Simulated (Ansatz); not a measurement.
# Redistribution: SiH2(CH3)Br + SiH2(NH2)(SiH3) → SiH2(CH3)(NH2) + SiH2(SiH3)Br

Species: SiH2(CH3)Br, singlet; SiH2(NH2)(SiH3), singlet; SiH2(CH3)(NH2), singlet; SiH2(SiH3)Br, singlet. The partners trade Br for NH2; both sit on Si, so the bond types are kept.

Shapes, held fixed at every level: PBE0-D4/def2-TZVP. Flexible molecules stand in one conformer, not always the lowest. Programs: Ansatz 0.2.0. Electronic energies: no zero-point or thermal term.

```
             level                   kind  ΔE (kJ/mol)  less CCSD(T)/def2-TZVPP
       HF/def2-SVP           Hartree–Fock         +0.8                     +0.9
     HF/def2-TZVPP           Hartree–Fock         -0.6                     -0.5
  SPW92/def2-TZVPP                    LDA         +0.5                     +0.6
 PBE-D4/def2-TZVPP                    GGA         +0.2                     +0.3
    MP2/def2-TZVPP    perturbation theory         -0.1                      0.0
  CCSD(T)/def2-SVP  coupled cluster or CI         +1.1                     +1.2
     CCSD/def2-SVP  coupled cluster or CI         +1.1                     +1.2
CCSD(T)/def2-TZVPP  coupled cluster or CI         -0.1                      0.0
```

The highest level, CCSD(T)/def2-TZVPP, gives ΔE = -0.1 kJ/mol; the levels span -0.6 to +1.1. That is about zero within the method's error. They disagree on the sign: 5 of 8 are positive. The column of differences is taken from that level and isn't an error. No measured value is set beside it here. Relativity is left out for Br unless named. Correlated rows may include outer-core shells of Br, which these sets cover unevenly.

The exchange is essentially thermoneutral: bromine and the amino group show no resolvable difference in preference between a methyl-bearing and a silyl-bearing silicon. Si–Br and Si–N bonds differ considerably in strength and polarity, but each occurs on both sides, so their intrinsic energies largely cancel. What remains is the difference in how the two bonds respond when a neighbouring carbon is replaced by the more electropositive silicon. Both Br and NH2 draw σ density from silicon and carry lone pairs, so these responses probably run in parallel. The near-zero balance doesn't mean that the substituent interactions are themselves negligible.

The sign follows the basis set as much as the treatment of correlation. Enlarging the basis takes Hartree–Fock from +0.8 to -0.6 kJ/mol and CCSD(T) from +1.1 to -0.1, whereas the triples leave the smaller-basis coupled-cluster value unchanged. This suggests that incomplete description of polarisation around the differently substituted silicon centres matters more here than higher-order correlation. Thermoneutrality says nothing about how readily the groups exchange.
